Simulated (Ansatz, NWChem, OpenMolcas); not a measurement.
A small benchmark: dipole moment

8 molecules of light elements (H to F); the dipole moment in D, computed less measured. Shapes, held fixed at every level: PBE0-D4/def2-TZVP. No vibrational averaging. Dipoles are compared by magnitude; molecules under 1 D, whose direction can flip, are left out. Programs: Ansatz 0.2.0, NWChem 7.3.0, OpenMolcas 26.06. Measured values: NIST CCCBDB.

Levels: A = HF/3-21G; B = HF/def2-SVP; C = PBE0/def2-SVP; D = B3LYP-D4/def2-TZVPP.

| molecule | measured | A | B | C | D |
| --- | --- | --- | --- | --- | --- |
| H2CO (SMILES C=O) | 2.33 | +0.26 | +0.40 | -0.14 | -0.02 |
| CH2F2 (difluoromethane) | 1.97 | +0.42 | +0.30 | -0.11 | -0.10 |
| CH3F (fluoromethane) | 1.85 | +0.38 | +0.29 | -0.04 | -0.05 |
| C2H3F (SMILES C=CF) | 1.43 | +0.32 | +0.23 | -0.12 | -0.09 |
| C2H5N (N-methylmethanimine) | 1.53 | +0.31 | +0.21 | -0.09 | -0.06 |
| C3H3NO (oxazole) | 1.50 | +0.10 | +0.02 | +0.05 | +0.06 |
| C2H7N (dimethylamine) | 1.03 | +0.26 | +0.06 | -0.07 | -0.10 |
| C4H5N (pyrrole) | 1.84 | +0.18 | +0.18 | +0.19 | +0.07 |

Task: Which level does best on this set, which worst, and which err to one side?

Result: 
| level | kind | mean error | mean absolute error | worst case |
| --- | --- | --- | --- | --- |
| HF/3-21G | Hartree–Fock | +0.279 | 0.279 | CH2F2 |
| HF/def2-SVP | Hartree–Fock | +0.211 | 0.211 | H2CO |
| PBE0/def2-SVP | global hybrid | -0.041 | 0.101 | C4H5N |
| B3LYP-D4/def2-TZVPP | global hybrid | -0.036 | 0.069 | CH2F2 |

On this set B3LYP-D4/def2-TZVPP has the smallest mean absolute error and HF/3-21G the largest. HF/3-21G is too high in 8 of 8; HF/def2-SVP is too high in 8 of 8; PBE0/def2-SVP is too low in 6 of 8; B3LYP-D4/def2-TZVPP is too low in 6 of 8. The levels differ in basis as well as in method. The tabulated value of C4H5N is in doubt (older tables, estimates, or at odds with other calculations) and kept here. Over the 7 molecules whose values aren't doubted the mean absolute errors are A 0.293; B 0.216; C 0.089; D 0.069. The smallest two are near a tie. The set is small.

The cleanest comparison is between Hartree-Fock and PBE0 in the same def2-SVP basis. The hybrid lowers the dipole in six of the eight molecules, most strongly in H2CO, where the error goes from +0.40 to -0.14. Hartree-Fock makes polar bonds too ionic. Correlation returns charge from the electronegative atom, notably through π to π* mixing in the carbonyl group, and the hybrid recovers much of this effect. Oxazole and pyrrole break the pattern, with almost no change; in such rings, shifts in the σ and π contributions probably offset each other.

Within Hartree-Fock, going from 3-21G to def2-SVP helps dimethylamine most, from +0.26 to +0.06. This suggests that polarization functions matter for describing the nitrogen lone pair. The same step worsens H2CO, so a better basis does not by itself cure the missing correlation. The very small Hartree-Fock error for oxazole, +0.02, is therefore more likely a cancellation than a sign that correlation is unimportant there.
